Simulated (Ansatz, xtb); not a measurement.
# Relative energy of two isomers of CH8ClPSi2

Structure a: `C[Si@H](Cl)[SiH2]P`, a singlet. Structure b: `C[Si@@H](Cl)P[SiH3]`, a singlet. Both are isolated molecules in the gas phase, relaxed with B3LYP-D3(BJ)/def2-SVP, each in the lowest conformer that the search found.

Quicker runs give these differences E(b) − E(a): GFN2-xTB −47.5 kJ/mol; HF/STO-3G −2.7 kJ/mol (at GFN2-xTB geometries); r2SCAN-D4/def2-SVP −25.7 kJ/mol (at GFN2-xTB geometries).

Estimate E(b) − E(a) at the level CCSD(T)/def2-SVP + ΔMP2/def2-TZVPP.

Calculated at CCSD(T)/def2-SVP + ΔMP2/def2-TZVPP: E(b) − E(a) = −28.8 kJ/mol, so structure b lies lower.

The same difference at several levels:

| level | geometry | E(b) − E(a) (kJ/mol) | departure from the last row (kJ/mol) | job, with rough time for the two |
| --- | --- | --- | --- | --- |
| GFN2-xTB | GFN2-xTB | −47.5 | −18.7 | optimisation, 0.35 s |
| HF/STO-3G | GFN2-xTB | −2.7 | +26.0 | single point, 0.85 s |
| r2SCAN-D4/def2-SVP | GFN2-xTB | −25.7 | +3.0 | single point, 5.6 s |
| B3LYP-D3(BJ)/def2-SVP | B3LYP-D3(BJ)/def2-SVP | −20.4 | +8.3 | optimisation, 2.3 min |
| HF/def2-SVP | B3LYP-D3(BJ)/def2-SVP | −24.2 | +4.5 | part of the CCSD(T) run |
| MP2/def2-SVP | B3LYP-D3(BJ)/def2-SVP | −28.0 | +0.8 | part of the CCSD(T) run |
| CCSD(T)/def2-SVP | B3LYP-D3(BJ)/def2-SVP | −22.0 | +6.7 | single point |
| CCSD(T)/def2-SVP + ΔMP2/def2-TZVPP | B3LYP-D3(BJ)/def2-SVP | −28.8 |  | single point, 65 s |

As drawn, b has 1 P–Si, 1 Si–H in place of 1 Si–Si, 1 P–H.

The levels shown agree on the order. The largest departure from CCSD(T)/def2-SVP + ΔMP2/def2-TZVPP is that of HF/STO-3G, 26.0 kJ/mol. The last row adds to CCSD(T) the change of the MP2 difference between the two basis sets, here −6.7 kJ/mol.

With thermal terms from frequencies at re-optimised GFN2-xTB minima (ideal gas, soft modes damped towards free rotors, one conformer each, 298.15 K, 1 atm): on the last row, ΔE + ΔZPE = −29.0, ΔH = −29.4, ΔG = −27.8 kJ/mol.

The correlated steps freeze 21 core orbitals. Programs: Ansatz 0.2.0, xtb 6.7.1; the last row on 2 threads of Intel(R) Xeon(R) Processor @ 2.70GHz on a shared host.

Isomer b, with phosphorus bridging the two silicons, is favoured at every level, and by −28.8 kJ/mol at the highest. The exchange replaces a Si–Si and a P–H bond with a P–Si and a Si–H bond. Its direction fits the greater strength of Si–H over P–H and the polar contribution to Si–P bonding. Placing phosphorus on the chlorine-bearing silicon probably helps too, through donation from the phosphorus lone pair into the Si–Cl antibonding orbital.

The preference is already present in Hartree–Fock with the split-valence basis (−24.2 kJ/mol), so electron correlation is not its main origin. The near-zero STO-3G value probably reflects a minimal basis too rigid to describe polarised bonds at silicon and phosphorus. MP2/def2-SVP lands close to the final value largely through cancellation: it exaggerates the preference relative to CCSD(T) in the same basis, which offsets the missing basis-set enlargement. Thermal terms barely alter the balance, as expected for isomers of similar flexibility. The energies establish a thermodynamic preference between these two isomers, not an accessible path for interconversion.
